# End-member chemical potentials in a two-sublattice crystal

In a compound crystal an atom cannot be added freely, because the sublattices must keep their fixed ratio. What can always be added is one whole formula unit with a chosen species on each sublattice. Such a unit is an *end member*, and its chemical potential is the basic quantity of the compound energy formalism. The smallest model that shows all its properties has two mixed sublattices with two species each. It is solved below for olivine, (Mg,Fe)(Mg,Fe)SiO$_4$, and reused for (Ga,In)(P,As).

## General result

Conventions: sublattice $s$ has $a_s$ sites per formula unit, $y_j^{(s)}$ is the fraction of them held by species $j$, and $\sum_j y_j^{(s)}=1$. $G_m(y)$ is the Gibbs energy per formula unit at fixed temperature and hydrostatic pressure, so $N$ formula units have $G=N\,G_m(y)$.

Add $dN$ formula units of the end member $I=(i_1{:}i_2{:}\dots)$. The number of $j$ on sublattice $s$, $a_sNy_j^{(s)}$, rises by $a_s\delta_{j,i_s}dN$, so

$$dy_j^{(s)}=\left(\delta_{j,i_s}-y_j^{(s)}\right)\frac{dN}{N}.$$

Inserting this in $dG=G_m\,dN+N\,dG_m$ gives $dG=\mu_I\,dN$ with

$$\mu_I=G_m+\sum_s B_s(i_s),\qquad B_s(i)=\frac{\partial G_m}{\partial y_i^{(s)}}-\sum_j y_j^{(s)}\frac{\partial G_m}{\partial y_j^{(s)}}.\tag{1}$$

The site numbers $a_s$ cancel and survive only inside $G_m$. The derivatives treat all $y$ as independent. This is harmless, because adding $c(y)\left(\sum_j y_j^{(s)}-1\right)$ to $G_m$ shifts both terms of $B_s$ by $c$. A sublattice with a single species has $B_s=0$.

Three statements follow.

**Reciprocity.** $B_s(i)$ depends only on $s$ and $i$. For A, B on one sublattice and X, Y on another,

$$\mu_{A:X}+\mu_{B:Y}=\mu_{A:Y}+\mu_{B:X}\tag{2}$$

for any $G_m$ and any $y$, since both sides equal $2G_m+B_1(A)+B_1(B)+B_2(X)+B_2(Y)$ plus the same terms from any further sublattices.

**Link to the elements.** In equilibrium $G-\sum_e\mu_eN_e$ is stationary against every allowed change, with $N_e$ the number of atoms of element $e$. Adding a neutral end member whose species are all present is such a change, so

$$\mu_I=\sum_s a_s\,\mu(i_s),\qquad \mu_{\rm Va}=0.\tag{3}$$

A vacancy (Va) carries no atom and contributes nothing. This presumes that surfaces, boundaries or dislocations can create and remove lattice sites. Unlike (2), equation (3) is a condition. If one element occupies two sublattices, (3) holds only after its site distribution has relaxed. A charged end member cannot be added alone, and (3) then applies to neutral combinations only.

**What is determined.** The phase fixes $\mu_e$ of a single element only if a linear combination of end members has the composition of that element alone. Otherwise other phases must supply the missing conditions.

## The olivine model

Olivine has two kinds of octahedral cation site, M1 and M2, one of each per formula unit. Both hold Mg$^{2+}$ or Fe$^{2+}$, so all four end members are neutral. Let $p$ and $q$ be the Fe fractions on M1 and M2, and $x=(p+q)/2$ the overall Fe fraction. Labels give the M1 species first. Energies are counted from the unmixed end compounds forsterite (Mg:Mg) and fayalite (Fe:Fe) at the same $x$:

$$G^\circ_{\rm Mg:Mg}=G^\circ_{\rm Fe:Fe}=0,\qquad G^\circ_{\rm Fe:Mg}=g-\delta,\qquad G^\circ_{\rm Mg:Fe}=g+\delta.$$

Weighting each end member by the product of its site fractions and adding ideal mixing on each sublattice gives

$$G_m=g\,(p+q-2pq)-\delta\,(p-q)+k_BT\,[\sigma(p)+\sigma(q)],\tag{4}$$

with $\sigma(y)=y\ln y+(1-y)\ln(1-y)$. For $p=q=x$ the energy is $2g\,x(1-x)$ on two sites, so $g$ is the regular-solution parameter per cation site. A positive $\delta$ draws Fe to M1.

On a two-species sublattice $B_1(\mathrm{Fe})=(1-p)\,\partial_pG_m$ and $B_1(\mathrm{Mg})=-p\,\partial_pG_m$. Give each end member corner coordinates $(P,Q)$, with 1 for Fe and 0 for Mg. Equation (1) becomes

$$\mu_I=G_m+(P-p)\,\partial_pG_m+(Q-q)\,\partial_qG_m.$$

This is the tangent plane of $G_m$ at $(p,q)$, read off at a corner of the composition square. A plane has three parameters, so four corner values obey one relation, which is (2).

The energy part of (4) is bilinear with cross derivative $-2g$, so its tangent plane at a corner equals $G^\circ_I+2g(P-p)(Q-q)$. The tangent of $\sigma$ at $p$ gives $\ln p$ at $P=1$ and $\ln(1-p)$ at $P=0$. Hence

$$\begin{aligned}
\mu_{\rm Mg:Mg}&=2g\,pq+k_BT\ln[(1-p)(1-q)]\\
\mu_{\rm Fe:Fe}&=2g\,(1-p)(1-q)+k_BT\ln[pq]\\
\mu_{\rm Fe:Mg}&=g-\delta-2g\,(1-p)q+k_BT\ln[p(1-q)]\\
\mu_{\rm Mg:Fe}&=g+\delta-2g\,p(1-q)+k_BT\ln[(1-p)q].
\end{aligned}\tag{5}$$

The first two sum to $2g(1-p-q+2pq)+k_BT\ln[p(1-p)q(1-q)]$, and so do the last two. The standard energies $G^\circ_I$ miss relation (2) by $2g$, and the composition-dependent terms cancel that mismatch exactly.

**Internal equilibrium.** Fe:Mg and Mg:Fe have the same composition, so (3) demands $\mu_{\rm Fe:Mg}=\mu_{\rm Mg:Fe}$, which is $\partial_pG_m=\partial_qG_m$:

$$k_BT\ln K_D=2\delta-2g\,(p-q),\qquad K_D=\frac{p(1-q)}{q(1-p)}.\tag{6}$$

This is the minimum of $G_m$ at fixed $x$. It is unique for $g\ge0$, because with $p,q=x\pm\eta/2$ the term $-2gpq$ contributes $+g\eta^2/2$ and $\sigma$ is convex. Equation (6) is transcendental in $p$ but explicit in $T$. One chooses $(p,q)$, obtains the temperature at which that distribution is the equilibrium one, and then (5) is closed.

## Numbers

Assumed inputs, independent of temperature: $g=0.040$ eV, a typical size for Mg–Fe mixing per site in olivine, and $\delta=0.010$ eV, chosen so that $K_D$ lies slightly above 1, as is typical of olivine equilibrated at high temperature. All results are the model's.

Choose $p=0.11$ and $q=0.09$, so $x=0.10$. Then $K_D=1.250$, $\ln K_D=0.2229$, the right side of (6) is 18.4 meV, $k_BT=82.55$ meV and $T=958$ K. The surface (4) is convex over the whole square when $k_BT>g/2$, that is above 232 K, so this state is stable against unmixing. Entries are in meV per formula unit.

| End member | $G^\circ_I$ | $2g(P-p)(Q-q)$ | $k_BT\ln$ term | $\mu_I$ |
|---|---|---|---|---|
| Mg:Mg | 0 | $0.8$ | $-17.4$ | $-16.6$ |
| Fe:Fe | 0 | $64.8$ | $-381.0$ | $-316.2$ |
| Fe:Mg | $30$ | $-6.4$ | $-190.0$ | $-166.4$ |
| Mg:Fe | $50$ | $-8.0$ | $-208.4$ | $-166.4$ |

Both diagonal sums are $-332.8$ meV, although the standard energies differ by 80 meV between the diagonals. The mixed end members agree, as (3) requires. Direct evaluation of (4) gives $G_m=-46.6$ meV, equal to $(1-x)\mu_{\rm Mg:Mg}+x\,\mu_{\rm Fe:Fe}$. The fayalite activity $\exp(\mu_{\rm Fe:Fe}/k_BT)$ is 0.0217, against $x^2=0.0100$ for ideal random mixing.

Now hold the same crystal at the same temperature in the unrelaxed state $p=q=0.10$. Equations (5) give $-16.6$, $-315.4$, $-176.0$ and $-156.0$ meV in the order of the table. Both diagonal sums are $-332.0$ meV, so (2) still holds. But $\mu_{\rm Mg:Fe}-\mu_{\rm Fe:Mg}=2\delta=20$ meV, so no set of element potentials satisfies (3). This difference is the driving force for moving Fe from M2 to M1.

The model puts all non-ideality into $g$. A term $L[p(1-p)+q(1-q)]$ gives the same energy for $p=q$ if $L$ replaces $g$, but it adds $+2L(p-q)$ to the right side of (6). The term in question is 1.6 meV here, and a full replacement would raise 18.4 meV to 21.6 meV. The temperature 958 K depends on this choice to that extent, whereas (1) to (3) do not.

## Which element potentials olivine fixes

In the order (Mg, Fe, Si, O) the end members have the compositions $(2,0,1,4)$, $(0,2,1,4)$, $(1,1,1,4)$ and $(1,1,1,4)$. The third is the mean of the first two, so the rank is 2 for four elements. Shifting the element potentials along $(1,1,-2,0)$ or $(0,0,4,-1)$ leaves every $\mu_I$ unchanged. The crystal fixes $2\mu_{\rm Mg}+\mu_{\rm Si}+4\mu_{\rm O}=\mu_{\rm Mg:Mg}$ and the exchange potential

$$\mu_{\rm Fe}-\mu_{\rm Mg}=\tfrac12\left(\mu_{\rm Fe:Fe}-\mu_{\rm Mg:Mg}\right)=\partial_pG_m=\partial_qG_m.$$

This is $-149.8$ meV in the relaxed state, counted from half the difference between the Gibbs energies of fayalite and forsterite. Two outside conditions, such as an oxygen pressure and a silica activity, are needed to fix single elements.

Vacancies can remove the ambiguity. For titanium nitride written as Ti(N,Va) with nitrogen fraction $y$ and $G_m=yG^\circ_{\rm Ti:N}+(1-y)G^\circ_{\rm Ti:Va}+k_BT\sigma(y)$, equations (1) and (3) give

$$\mu_{\rm Ti}=\mu_{\rm Ti:Va}=G^\circ_{\rm Ti:Va}+k_BT\ln(1-y),$$
$$\mu_{\rm N}=\mu_{\rm Ti:N}-\mu_{\rm Ti:Va}=G^\circ_{\rm Ti:N}-G^\circ_{\rm Ti:Va}+k_BT\ln\frac{y}{1-y}.$$

Ti:Va is titanium on the face-centred cubic metal lattice of the nitride. Both elements are isolated, and the film composition fixes the nitrogen pressure in equilibrium with it.

## The same model for (Ga,In)(P,As)

Let $p$ be the In fraction and $q$ the As fraction, with $P=1$ for In and $Q=1$ for As. No element sits on both sublattices, so there is no internal condition like (6), and (3) applies at any composition. Define $\Delta=G^\circ_{\rm GaAs}+G^\circ_{\rm InP}-G^\circ_{\rm GaP}-G^\circ_{\rm InAs}$, which takes the place of $2g$, and add $\Omega_c\,p(1-p)+\Omega_a\,q(1-q)$. The tangent of $\Omega_c\,p(1-p)$ at a corner is $\Omega_c(P-p)^2$, so

$$\mu_I-G^\circ_I=\Delta(P-p)(Q-q)+\Omega_c(P-p)^2+\Omega_a(Q-q)^2+k_BT\ln\left[y^{(1)}_{i_1}y^{(2)}_{i_2}\right].\tag{7}$$

Assumed inputs of typical size: $\Delta=0.15$ eV, $\Omega_c=0.14$ eV, $\Omega_a=0.03$ eV per formula unit, a growth temperature of 900 K ($k_BT=77.56$ meV), and $p=0.72$, $q=0.61$, a composition close to lattice match with InP. The energies were chosen to give the unstrained alloy a miscibility gap near growth temperature, which is its typical behaviour.

| End member | GaP | InAs | InP | GaAs |
|---|---|---|---|---|
| $\mu_I-G^\circ_I$ (meV) | $-22.1$ | $-31.9$ | $-102.0$ | $-102.0$ |

The first pair sums to $-54.0$ meV and the second to $-204.0$ meV. They differ by $\Delta$, so the absolute potentials obey (2). Of four mass-action equations, one per binary compound, only three are independent, and a growth model needs only three. The four compositions have rank 3. Raising both cation potentials and lowering both anion potentials by the same amount changes no $\mu_I$, and the group-V overpressure fixes this one freedom.

The tangent plane also tests stability. The Hessian determinant $[k_BT/p(1-p)-2\Omega_c][k_BT/q(1-q)-2\Omega_a]-\Delta^2$ is $0.0054$ eV$^2$ with both brackets positive, so the model alloy is locally stable. At the GaP-rich point $(0.15,\,0.20)$, however, $G_m$ lies 3.3 meV below the plane, so the state is above the convex hull and only metastable when unstrained. In a coherent layer the elastic energy belongs in $G_m$. It is quadratic in the misfit, so at exact lattice match it leaves (7) unchanged while penalising mismatched precipitates.

## Model and general statement side by side

Equation (1) appears in the model as the corner values (5) and (7) of a tangent plane, with no explicit site numbers and no contribution from the Si and O sublattices. Reciprocity (2) held in both olivine states and in the III–V alloy, whatever the standard energies, so it constrains the potentials and says nothing about equilibrium. Equation (3) held only where the site distribution obeyed (6), and it failed by $2\delta$ in the random state. The number of independent element combinations is the rank of the end-member compositions: 2 of 4 in olivine, 3 of 4 in (Ga,In)(P,As), and 2 of 2 in Ti(N,Va), where the vacancy end member with $\mu_{\rm Va}=0$ isolates each element.